## Stiffness, asymmetry and metallic character of TiSi₂ under a change of volume

A solid resists both squeezing and stretching, and a scan of its energy against volume measures how strongly. The table gives such a scan for orthorhombic TiSi₂ in the Fddd (C54) structure, the phase used as a silicide contact on silicon, at the r2SCAN level. The volume per atom $V$ runs from 6 % below to 6 % above the relaxed cell. The energy $E$ counts from the fitted minimum, and the pressure $P$ comes from the stress computed at each volume. The output printed after this section holds the fits, each made to all five rows.

TiSi2 (Fddd, 6-atom cell; relaxed conventional a = 4.781, b = 8.232, c = 8.516 Å), with shape and atoms relaxed at each volume. Ansatz 0.2.0, plane-wave PAW, scalar-relativistic r2SCAN, no spin polarisation, cutoff 500 eV, k mesh 10×10×10, Gaussian smearing 0.1 eV. Energies count from the minimum of a third-order Birch-Murnaghan fit; pressures come from the stress, compression positive.

```
volume per atom (Å³/atom)  energy over minimum (meV/atom)  pressure (GPa)
                   13.127                            25.7           10.40
                   13.546                             6.1            4.78
                   13.965                             0.0            0.01
                   14.384                             5.4           -4.04
                   14.803                            20.6           -7.48
```

### 1. Why does the pressure change sign, and what does a negative value mean?

At zero temperature $P = -dE/dV$, so the pressure vanishes where the energy is lowest. The middle row is the freely relaxed cell, and its 0.01 GPa is what the relaxation left over. At smaller volumes the crystal pushes outward and $P$ is positive. At larger volumes it pulls inward, and $-7.48$ GPa means that a tension of that size must be applied to hold the cell open.

### 2. Why does compression cost more than an equal expansion?

The table gives 25.7 meV for 6 % compression and 20.6 meV for 6 % expansion, and the inner pair of rows shows the same order. The stiffness is the bulk modulus $B = -V\,dP/dV$, with value $B_0$ at the equilibrium volume $V_0$ and pressure derivative $B' = dB/dP$. From these definitions $E'' = B/V$, and one more derivative gives $E''' = -(B'+1)B/V^2$. With $x = V/V_0 - 1$ the expansion is

$$E = B_0V_0\left[\frac{x^2}{2} - \frac{(B'+1)\,x^3}{6} + \dots\right].$$

The quadratic term is the same on both sides, while the cubic term adds under compression and subtracts under expansion. The difference of the two end energies over their sum is therefore $(B'+1)|x|/3$. The table gives $5.1/46.3 = 0.110$, and hence $B' \approx 4.5$ from two rows alone. The crystal stiffens quickly when squeezed: the fitted $B$ is 191 GPa at the smallest volume and 112 GPa at the largest.

A diatomic molecule with a Morse potential is the simpler system to keep in mind, with a steep wall at short distance and a soft tail at long distance. Standard theory traces the wall to Pauli repulsion and the rising kinetic energy of confined electrons; the table shows the asymmetry, and this cause is argued. Part of the asymmetry is geometry. Perfectly harmonic bonds of length $\propto (1+x)^{1/3}$ give $E \propto x^2/2 - x^3/3$, which corresponds to $B' = 1$, so the excess of 4.5 over 1 measures the anharmonic bonding in this picture. The analogy covers the shape of the curve only, since each atom here has ten near neighbours and shares delocalised electrons, and no single bond length carries the energy.

### 3. How much energy does 6 % compression take?

The scale is $B_0V_0$, with both factors from the fit of the next question and 1 GPa Å³ = 6.24 meV:

$$B_0V_0 = 146.3 \times 13.965 \times 6.24\ \text{meV} = 12.75\ \text{eV},$$

$$E = 12.75\ \text{eV}\left[\frac{0.060^2}{2} + \frac{5.44 \times 0.060^3}{6}\right] = (23.0 + 2.5)\ \text{meV} = 25.5\ \text{meV}.$$

The table has 25.7 meV, so the two terms fall short by 1 % of that value, the share of higher powers of $x$. This row took part in the fit, so the agreement shows how the energy divides into terms and is no independent prediction. The formula also shows how to scale to another compound. The height of the curve follows $B_0V_0$, while the ratio of the two ends, 1.25 here, depends for a given strain, and to this order, on $B'$ alone.

### 4. Is the Birch-Murnaghan form tested, or only imposed?

The form expands the energy in the Eulerian strain $f = [(V_0/V)^{2/3} - 1]/2$ as $E = \tfrac92 B_0V_0f^2[1 + (B'-4)f]$. Four parameters, including the zero of energy, pass close to five smooth points almost by construction, so a small energy residual is weak evidence. The pressures are the better test, because the stress is computed separately. The slope $-dE/dV$ of the fit to the unrounded energies of the same runs reproduces every pressure within 0.01 GPa. Energy and stress are thus consistent, and the finite plane-wave basis does not disturb the stress at this level; the accuracy of the functional is a separate matter.

The pressures also decide that $B'$ differs from 4. The second-order form, which fixes $B' = 4$, misses them by up to 0.06 GPa, more than ten times their rounding. The Vinet form fits as well as the third-order one, and five points do not choose between them. At 20 % compression the two give 52.9 and 53.8 GPa, an extrapolation that holds only if the structure survives.

### 5. What would change if the shape of the cell were frozen?

Relaxing at fixed volume can only lower the energy, so uniform scaling of the equilibrium cell would give a curve at least as steep and a $B_0$ at least as large. The effect comes from axes that respond differently and from the one free silicon coordinate, which uniform scaling also holds fixed. The axes listed in the output do not show this response, because they are computed from the edges of the cell in which each run started. For the inner pair of rows that is the equilibrium cell scaled uniformly, and for the two outermost rows it is the relaxed cell of the neighbouring row, scaled in the same way.

The scatter of the listed axes about smooth curves is therefore no property of the crystal, and their end-to-end slopes do not measure how the relaxed axes respond. The edges of the relaxed cells do. From the smallest volume to the largest, $a$ grows from 4.68 to 4.88 Å, $b$ from 8.03 to 8.43 Å and $c$ from 8.38 to 8.64 Å. These are increases of 4.2, 5.0 and 3.0 %, where uniform scaling would give 4.1 % for each, so $c$ is the stiffest axis under pressure and $b$ the softest. The size of the effect can be read from the relaxation at 3 % compression, which starts from the uniformly scaled cell. Its first step has 4.93 GPa against 4.78 GPa at the end and lies 0.19 meV per atom higher, both about 3 %, so freezing shape and atoms would raise $B_0$ by roughly that fraction, far more than the spread among the fits. The run at 6 % compression also gains only 0.19 meV, because it began from the relaxed shape of its neighbour; a start from the uniformly scaled equilibrium cell should gain about four times as much. The stresses belong to the final cells, and their diagonal elements still differ by about 0.07 GPa in the strained rows. The symmetry was kept throughout, so the smooth curve describes this structure and leaves open whether a distortion or the C49 phase lies lower at some volume.

### 6. Could strain open a gap, and does it matter for a contact?

The calculation treats 40 electrons in the cell explicitly, the semicore s and p electrons of titanium included. They are enough to fill 20 bands exactly, so counting would allow an insulator. The crystal is a metal because the top of band 20 lies above the bottom of band 21, by about 2.1 eV in the smallest cell and 1.9 eV in the largest. Larger distances narrow the bands, which is the usual reason for an overlap to shrink on expansion. Band extrema between mesh points could only enlarge it. The runs were made without spin polarisation, so the non-magnetic state is an input, in line with what is known of this compound.

Stresses in silicide films are of the order of 1 GPa, a rough recalled figure. A mean stress of that size changes the volume by $1/146 = 0.68$ % and moves the overlap by about 0.014 eV, under 1 % of its size. The volume part of film stress therefore leaves the contact a band-overlap metal with a wide margin. A film is stressed in its plane, which also changes the shape of the cell, and the hydrostatic scan covers that part of the response no more than it covers resistivity or barrier height.

### 7. Which digits can be trusted?

All fits give $B_0$ between 146.1 and 146.4 GPa, so 146 GPa is secure for these settings. The derivative $B'$ is more fragile, because it rests on the small cubic term. The rounded energies give 4.33 with a spread of 0.14 from rounding alone, although the curve passes through them almost exactly. The pressures fix it far better, because they are rounded about four times more finely relative to their size, carry the cubic term with a larger relative weight, $(B'+1)|x|/2$ against $(B'+1)|x|/3$, and need no zero of energy; they give 4.45 with a spread of 0.02.

These spreads are numerical. Using the smeared free energy in place of the zero-smearing energy shifts $B_0$ by 0.01 GPa, but cutoff, mesh and functional were held fixed and their influence is untested. The nuclei are static, and zero-point motion and heat expand most crystals. With $B' = 4.4$, each 1 % of expansion lowers $B$ by roughly 4 %, which outweighs every numerical spread above. A computed bulk modulus should therefore be quoted with its volume, corrected by $\Delta B/B \approx -B'\,\Delta V/V$ before comparison with a room-temperature value, and $B'$ should be taken from pressures or unrounded energies.

Printed output of the fit:

```
rounding of the table: 0.05 meV, 0.005 GPa, 0.0005 A^3; of the finer energies: 0.001 meV
BM3, table energies: V0 13.9666 A^3, B0 146.14 GPa, B' 4.333
   data - fit (meV): -0.000 +0.000 -0.001 +0.000 -0.000
BM3, finer energies: V0 13.9652 A^3, B0 146.31 GPa, B' 4.441
   data - fit (meV): -0.000 +0.002 -0.002 +0.002 -0.000
BM3, free energies at 0.1 eV smearing: V0 13.9656 A^3, B0 146.32 GPa, B' 4.439
   data - fit (meV): -0.000 +0.002 -0.002 +0.002 -0.000
BM2, finer energies: V0 13.9683 A^3, B0 146.43 GPa, B' 4.000
   data - fit (meV): +0.028 -0.061 +0.004 +0.061 -0.033
Vinet, finer energies: V0 13.9651 A^3, B0 146.41 GPa, B' 4.445
   data - fit (meV): -0.000 +0.000 -0.001 +0.000 -0.000
BM3, table pressures: V0 13.9660 A^3, B0 146.24 GPa, B' 4.446
   data - fit (GPa): -0.000 +0.001 -0.000 -0.001 +0.000
BM2, table pressures: V0 13.9715 A^3, B0 146.44 GPa, B' 4.000
   data - fit (GPa): +0.056 -0.039 -0.058 -0.020 +0.062
Vinet, table pressures: V0 13.9659 A^3, B0 146.39 GPa, B' 4.452
   data - fit (GPa): +0.001 -0.002 +0.000 +0.003 -0.001
table P - (-dE/dV of BM3 energy fit), GPa: +0.004 +0.005 +0.005 +0.005 +0.008
table P - (-dE/dV of Vinet energy fit), GPa: +0.010 +0.004 +0.005 +0.007 +0.004
outside the scan, V/V0 = 0.80: BM3 53.8 GPa, Vinet 52.9 GPa
spread from rounding, energies: V0 0.0010, B0 0.20, B' 0.14; pressures: 0.0003, 0.05, 0.02
x = V/V0 - 1 (%): -6.00 -3.00 -0.00 +3.00 +6.00 ; B0 V0 = 12.75 eV/atom
harmonic term (meV): +22.97 +5.74 +0.00 +5.74 +22.95
cubic term (meV): +2.50 +0.31 +0.00 -0.31 -2.50
table - both terms (meV): +0.23 +0.04 -0.00 -0.02 +0.15
ends: difference 5.1 meV, ratio 1.25, |P| ratio 1.39, B' = 3A/x - 1 = 4.51
local modulus -V dP/dV of BM3 (GPa): +191.1 +167.2 +146.3 +128.0 +112.0
largest - smallest diagonal stress (GPa): +0.075 +0.068 +0.008 +0.061 +0.073
axis a (A): +4.681 +4.734 +4.774 +4.829 +4.878; end-to-end dln/dlnV 0.342; scatter 0.005 (rounding about 0.002)
axis b (A): +8.047 +8.148 +8.237 +8.313 +8.410; end-to-end dln/dlnV 0.367; scatter 0.008 (rounding about 0.002)
axis c (A): +8.363 +8.429 +8.522 +8.601 +8.661; end-to-end dln/dlnV 0.291; scatter 0.011 (rounding about 0.002)
band overlap steps (eV): -0.072 -0.070 -0.059 -0.044 ; slope -2.07 eV per unit lnV; exponent -1.02
overlap - power law (eV): +0.005 +0.000 -0.006 -0.005 +0.007
density of states 2TS/sigma^2 (per eV per cell): +1.97 +2.01 +2.04 +2.07 +2.09
1 % compression: 1.50 GPa; 1 GPa: volume 0.68 %, energy 0.30 meV, overlap 0.014 eV
```
